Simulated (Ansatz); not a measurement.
# Piezoelectric response of LuSb in the F-43m structure, calculated with Ansatz

Space group F-43m (No. 216), 2 atoms in the cell of the first input below: a = 4.770 Å, b = 4.770 Å, c = 4.770 Å, α = 60.00°, β = 60.00°, γ = 60.00°.

The structure was started from a prototype and need not be a known phase, relaxed without spin–orbit coupling to zero pressure (pressure 0.0 GPa with this functional, without spin–orbit coupling). Functional: PBEsol.

Input:

```yaml
crystal:
  lattice:
    - [0.0, 3.3725699858, 3.3725699858]
    - [3.3725699858, 0.0, 3.3725699858]
    - [3.3725699858, 3.3725699858, 0.0]
  atoms:
    - { symbol: Lu, position: [0.0, 0.0, 0.0] }
    - { symbol: Sb, position: [0.25, 0.25, 0.25] }
basis:
  ecutwfc: 420
  ecutrho_ratio: 4
kpoints:
  mp_grid: { grid: [10, 10, 10] }
hamiltonian:
  xc: pbesol
scf:
  occupations: { method: fixed }
output:
  forces: true
  stress: true
  eigenvalues: true
  polarization: {}
elastic:
  mode: relaxed_ion
  stencil: two_point
```

```bash
ansatz run input.yaml --threads 4 --pin off --max-ram 9216MiB --backend cpu --events-out ev --progress --plain --runs-dir out
```

Time: 3 min on 4 threads of Arm Neoverse V1, with other jobs on the host, peak memory 0.97 GiB.

Elastic constants with relaxed ions (GPa, engineering shears):

```csv
,xx,yy,zz,yz,xz,xy
xx,44.5,40.9,40.9,0.0,0.0,0.0
yy,40.9,44.5,40.9,0.0,0.0,0.0
zz,40.9,40.9,44.5,0.0,0.0,0.0
yz,0.0,0.0,0.0,6.3,0.0,0.0
xz,0.0,0.0,0.0,0.0,6.3,0.0
xy,0.0,0.0,0.0,0.0,0.0,6.3
```

Proper piezoelectric stress tensor e (C/m²):

|  | xx | yy | zz | yz | xz | xy |
| --- | --- | --- | --- | --- | --- | --- |
| x | 0.000 | 0.000 | 0.000 | 0.163 | 0.000 | 0.000 |
| y | 0.000 | 0.000 | 0.000 | 0.000 | 0.163 | 0.000 |
| z | 0.000 | 0.000 | 0.000 | 0.000 | 0.000 | 0.163 |

Signs follow the polarity of the cell as typed: the inverted crystal has all signs reversed.

Problem. Which piezoelectric strain constant d is largest in size (symmetry may tie others with it)?

Solution. d = e C⁻¹ gives d(x; yz) = 26.1 pC/N, tied by symmetry with others. It is large because the crystal is soft to this strain: 1/(C⁻¹) for yz is 6.3 GPa, against 45 GPa for the stiffest diagonal constant.

```csv
,xx,yy,zz,yz,xz,xy
x,0.0,0.0,0.0,26.1,0.0,0.0
y,0.0,0.0,0.0,0.0,26.1,0.0
z,0.0,0.0,0.0,0.0,0.0,26.1
```

Caveats: no phonons were computed, so distortions that enlarge the cell are untested, and the real phase may be another, perhaps a centrosymmetric one without piezoelectricity; no spin-orbit coupling, which matters for these elements; one direction is soft, so d depends strongly on the cell and, in layered crystals, on dispersion forces that the functional lacks.

The large strain response comes from mechanical compliance rather than from unusually strong polarization: e is a modest 0.163 C/m², but the shear that it couples to meets a stiffness of only 6.3 GPa. The near equality of 44.5 and 40.9 GPa reveals a second weakness, towards volume-conserving tetragonal shear. This doesn't enter d, but it places the lattice close to an elastic instability even though the cubic stability conditions are met.

Both soft shears probably have the same origin. Bonding between a large, electropositive trivalent Lu ion and Sb is substantially ionic and lacks the strong directional sp³ character that stiffens bond angles in classic zinc-blende semiconductors, so the open tetrahedral network resists compression much better than shear. This fits the known preference of LuSb for the denser, six-coordinate rocksalt structure, where inversion symmetry forbids piezoelectricity. The calculated response therefore describes a hypothetical tetrahedral polymorph, not ordinary LuSb, and the elastic constants don't show whether that polymorph could be made.
